PySCF 2.14.0, TPSS/def2-SVPD, singlet pairs of an anion (first fragment, charge -1) and a neutral second fragment, both frozen. Interaction energies are counterpoise-corrected and exclude the D3(BJ) dispersion correction. Electrons to the second fragment are Hirshfeld values, positive for a gain; electrons displaced come from the density difference in the dimer basis.

| system | geometry level | atoms in first fragment | interaction energy (kcal/mol) | dispersion correction (kcal/mol) | electrons to second fragment (e) | electrons displaced (e) |
| --- | --- | --- | --- | --- | --- | --- |
| [OH-].Cl[Al](Cl)Cl | GFN2-xTB | 2 | -128.55 | -1.610 | 0.148 | 0.816 |
| [F-].Cl[Ga](Cl)Cl | GFN2-xTB | 1 | -109.29 | -0.920 | 0.177 | 0.677 |
| [OH-].C[Al](C)Cl | GFN2-xTB | 2 | -105.56 | -1.510 | 0.147 | 0.838 |
| [F-].F[Ti](F)(F)F | GFN2-xTB | 1 | -89.99 | -0.730 | 0.113 | 0.615 |
| [Cl-].F[Al](F)F | GFN2-xTB | 1 | -88.41 | -1.430 | 0.148 | 0.587 |
| [F-].c1c[nH]cn1 | GFN2-xTB | 1 | -51.81 | -0.580 | 0.122 | 0.481 |
| [Br-].[SiH3]N[SiH3] | not relaxed | 1 | -19.56 | -2.060 | 0.169 | 0.555 |
| F[B-](F)(F)F.F | GFN2-xTB | 5 | -17.17 | -0.490 | 0.049 | 0.154 |
| [OH-].C[Al](C)O | GFN2-xTB | 2 | -16.59 | -0.960 | 0.147 | 0.531 |
| [OH-].P | not relaxed | 2 | -14.56 | -1.000 | 0.231 | 0.640 |
| F[B-](F)(F)F.O | GFN2-xTB | 5 | -11.39 | -0.940 | 0.031 | 0.124 |

The strongest and the weakest pair differ in binding by more than a factor of ten, and the main division follows the atom that the anion touches. In the five strongest pairs this is a metal: aluminium, gallium or titanium. The weakest of them, chloride on aluminium fluoride, is still bound by 88 kcal/mol, against 52 for the best of the others, fluoride on imidazole. Below imidazole come contacts with hydrogen, together with two pairs in unrelaxed starting geometries.

Two limiting cases show why the contact atom matters so much. The partner is neutral as a whole, so an anion far away feels its positive and negative atoms almost cancel. An anion that touches a positive atom, with the negative ones very far behind it, would feel nearly the full attraction of that atom. The metal pairs here lie between these limits: by the distances alone, a third to a half of that attraction survives. If the central atom carries charge $Q$ and its neighbours share $-Q$, Coulomb's law gives

$$E \approx -Q\,e^2\left(\frac{1}{d_\text{near}}-\left\langle\frac{1}{d_\text{far}}\right\rangle\right),$$

where $d_\text{near}$ is the distance from the anion to the centre, $d_\text{far}$ the distance to an atom behind it, and $e^2$ about 330 kcal/mol times ångström. Strong binding needs a short contact and a large $Q$ together.

The pair of tetrafluoroborate and hydrogen fluoride tests this without any fit. A rough recalled dipole moment of 1.8 debye, or 0.37 eÅ, divided by the bond length of 0.96 Å puts 0.39 e on the hydrogen. With the anion's charge spread evenly over its four fluorine atoms, the mean inverse distance is 0.37 per ångström to the hydrogen and 0.27 to the fluorine behind it. Hence

$$E \approx -330\times0.39\times(0.37-0.27)\approx-13\ \text{kcal/mol}.$$

The calculation gives -17.2, so the point-charge estimate has the right size but falls short by about a quarter. For water the same recipe gives -11, close to the computed -11.4. The distances favour the two partners almost equally, and in this picture hydrogen fluoride binds better because its hydrogen is more positive. That accounts for only about 2 of the 6 kcal/mol between the two pairs; the rest lies outside the picture.

Imidazole shows that closeness alone is not enough. Fluoride sits only 1.30 Å from the hydrogen, nearer than any anion here comes to a metal, yet it is bound less than half as strongly as hydroxide on aluminium chloride. A hydrogen atom has one polar bond through which to lose charge, whereas these metals have three or four. To reproduce the computed energies, the formula needs 0.3 to 0.5 e on hydrogen but 1.2 to 1.7 e on the metals. These are effective numbers that also absorb covalent bonding, polarisation and the repulsion of overlapping electron shells. The imidazole energy itself is tentative, because the tight-binding geometry leaves the proton shared between nitrogen and fluorine.

Within the metal group the picture loses its sharpness. One common charge, fitted to these five pairs, leaves a typical error of 12 kcal/mol, hardly better than the 15 left by quoting their average. It binds aluminium fluoride too weakly and dimethylaluminium chloride too strongly, each by nearly 20. The model therefore fits the step between metal and hydrogen contacts only if the metals carry the larger charge, and it does not give the order among them. The charges it needs were read from the energies, so they cannot prove the point by themselves. The Hirshfeld charges of the same runs, a separate measure, do point the same way: about 0.27 to 0.55 e on the metals in the finished pairs, and at most about 0.11 e on the hydrogens touched. The output printed below gives the net inverse distance and the charge needed for each pair to which the formula was applied.

The metal energies are also not energies of dissociation. Both fragments are frozen in the shape they have in the complex, with the ligands already bent away from the incoming anion. That shape exposes the metal, and the cost of reaching it has not been subtracted. The dispersion correction is not included in the interaction energies either, but adding it changes no place in the order. A further caution concerns the functional: TPSS tends to spread charge too widely and describes small isolated anions such as fluoride and hydroxide poorly, which affects both the energies and the transferred charges.

It is tempting to read the strength of binding from the electrons that pass to the second fragment, but the table speaks against it. Hydroxide gives 0.147 e to dimethylaluminium chloride and the same to dimethylaluminium hydroxide, while the binding falls from 106 to 17 kcal/mol. In the first pair it sits on aluminium; in the second it touches a hydrogen of a methyl group. The ligand differs as well, but an open aluminium site is known to bind hydroxide strongly, so the second pair is best read as a less stable arrangement and not as a weak aluminium-oxygen bond.

Phosphine makes the point from the other side. It takes up the most charge of all, 0.231 e, yet is bound by only 15 kcal/mol. The transferred charge records how the electron density shifts across a boundary between fragments, whereas the energy also contains the repulsion between their filled shells. In the phosphine pair the anion touches phosphorus, which has no positive Hirshfeld charge to hold it. In the bromide pair it touches silicon, which is positive, but the three hydrogens on that silicon are negative and lie about 2.8 Å from the bromide, hardly farther than silicon itself at 2.5 Å. Much of the attraction is then cancelled. Neither pair was relaxed, so their energies do not rank stable complexes.

For a neighbouring case, first find the atom that the anion touches, then ask how positive it is and how far behind it the negative atoms lie. Aluminium halides and alkyls are used as precursors for oxide films in electronic devices, and there too it is worth asking whether the metal site is open to an incoming oxygen atom. The energies here do not carry over, however, when that oxygen belongs to a neutral molecule such as water. The amount of charge transferred should not be used as a substitute for the binding energy.

Output of the analysis:

```
Point-charge estimate (0 means no estimate made):
                  row  contact distance in angstrom  net inverse distance per angstrom  charge needed in e
   [OH-].Cl[Al](Cl)Cl                         1.671                             0.2769               1.398
    [F-].Cl[Ga](Cl)Cl                         1.828                             0.2355               1.397
     [OH-].C[Al](C)Cl                         1.681                             0.2726               1.166
    [F-].F[Ti](F)(F)F                         1.767                             0.1953               1.388
      [Cl-].F[Al](F)F                         2.102                             0.1532               1.738
      [F-].c1c[nH]cn1                           1.3                             0.3611              0.4321
  [Br-].[SiH3]N[SiH3]                         2.507                                  0                   0
       F[B-](F)(F)F.F                         1.595                            0.09985              0.5178
      [OH-].C[Al](C)O                         1.448                                  0                   0
              [OH-].P                         1.894                                  0                   0
       F[B-](F)(F)F.O                         2.114                             0.1026              0.3342
fit of interaction_energy on 5 rows (metal > 0): coefficient of attraction 1.362 +/- 0.077; rms 11.9, worst [Cl-].F[Al](F)F 19.1, leave-one-out rms 14.7
  rows outside the fit (model, value, miss): [F-].c1c[nH]cn1 -163.3, -51.81, -111; [Br-].[SiH3]N[SiH3] 0, -19.56, 19.6; F[B-](F)(F)F.F -45.16, -17.17, -28; [OH-].C[Al](C)O 0, -16.59, 16.6; [OH-].P 0, -14.56, 14.6; F[B-](F)(F)F.O -46.41, -11.39, -35
rms miss in metal rows with one common centre charge (kcal/mol): 11.86
rms miss in metal rows with energy proportional to transferred charge (kcal/mol): 15.43
rms miss in metal rows with their plain mean (kcal/mol): 14.64
estimated interaction of BF4- with HF, no fit (kcal/mol): -12.99
estimated interaction of BF4- with water, no fit (kcal/mol): -11.04
rank correlation of transferred charge with binding strength, all rows: 0.3091
rank correlation of displaced electrons with binding strength, all rows: 0.7364
extra binding of hydroxide at Al over hydroxide at methyl H (kcal/mol): 88.97
transferred charge to PH3 over that to AlCl3 (ratio): 1.561
binding strength of AlCl3 row over PH3 row (ratio): 8.829
gap between weakest metal-bonded row and strongest other row (kcal/mol): 36.6
largest dispersion correction in size (kcal/mol): 2.06
```
